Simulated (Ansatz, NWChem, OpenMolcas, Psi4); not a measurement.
**Errors in the dipole moment**

8 molecules with two or more fluorines; the dipole moment in D, computed less measured. Shapes, held fixed at every level: PBE0-D4/def2-TZVP. No vibrational averaging. Dipoles are compared by magnitude; molecules under 1 D, whose direction can flip, are left out. Programs: Ansatz 0.2.0, NWChem 7.3.0, OpenMolcas 26.06, Psi4 1.11. A level may come from different programs for different species; with the same settings they agree closely. Measured values: NIST CCCBDB.

Levels: A = PBE-D4/def2-TZVPP; B = B3LYP/6-31G* (Cartesian functions); C = B3LYP-D4/def2-TZVPP.

```json
{"molecule": "SF2 (SMILES FSF)", "measured": "1.05", "A": "-0.15", "B": "+0.09", "C": "+0.07"}
{"molecule": "AsF3 (arsenic trifluoride)", "measured": "2.59", "A": "-0.32", "B": "-0.32", "C": "-0.06"}
{"molecule": "PF3 (phosphorus trifluoride)", "measured": "1.03", "A": "-0.19", "B": "-0.05", "C": "+0.02"}
{"molecule": "CHBrF2 (SMILES FC(F)Br)", "measured": "1.50", "A": "-0.22", "B": "-0.11", "C": "-0.13"}
{"molecule": "SO2F2 (sulfuryl fluoride)", "measured": "1.12", "A": "-0.01", "B": "+0.06", "C": "+0.01"}
{"molecule": "C2F3N (cyanotrifluoromethane)", "measured": "1.33", "A": "+0.15", "B": "+0.15", "C": "+0.07"}
{"molecule": "C2H2F2 (vinylidene fluoride)", "measured": "1.38", "A": "-0.39", "B": "-0.43", "C": "-0.21"}
{"molecule": "C2H4F2 (1,1-difluoroethane)", "measured": "2.27", "A": "-0.22", "B": "-0.34", "C": "-0.07"}
```

(1) Which level does best on this set, which worst, and which err to one side?

Answers

(1) 
| level | kind | mean error | mean absolute error | worst case |
| --- | --- | --- | --- | --- |
| PBE-D4/def2-TZVPP | GGA | -0.169 | 0.206 | C2H2F2 |
| B3LYP/6-31G* (Cartesian functions) | global hybrid | -0.119 | 0.194 | C2H2F2 |
| B3LYP-D4/def2-TZVPP | global hybrid | -0.037 | 0.080 | C2H2F2 |

On this set B3LYP-D4/def2-TZVPP has the smallest mean absolute error and PBE-D4/def2-TZVPP the largest. PBE-D4/def2-TZVPP is too low in 7 of 8. The tabulated value of C2F3N is in doubt (older tables, estimates, or at odds with other calculations) and kept here. Over the 7 molecules whose values aren't doubted the mean absolute errors are A 0.214; B 0.200; C 0.081. The largest two are near a tie. Relativity is left out for As, Br. The set is small.

Going from PBE to B3LYP in the same basis raises the dipole in every molecule except C2F3N, where it falls. Both directions fit more polar bonds to fluorine, probably because exact exchange leaves more electron density on that atom. In most of these molecules the bond dipoles to fluorine set the direction of the total, so greater polarity enlarges it. In C2F3N the CF3 group opposes the stronger cyano dipole, and the same change reduces the net moment. This contrast between levels doesn't depend on the measured value.

The hybrid functional alone doesn't secure the better result. With the smaller basis, B3LYP loses most of its advantage over PBE, and the basis effect has no common sign: enlarging the set raises the dipole strongly in AsF3 and C2H2F2 but lowers it slightly in SF2 and SO2F2. A uniform correction for the small basis would therefore fail. C2H2F2 remains clearly too low even at the best level, so the close agreement for PF3 and SO2F2 shouldn't be taken as typical of fluorinated molecules.
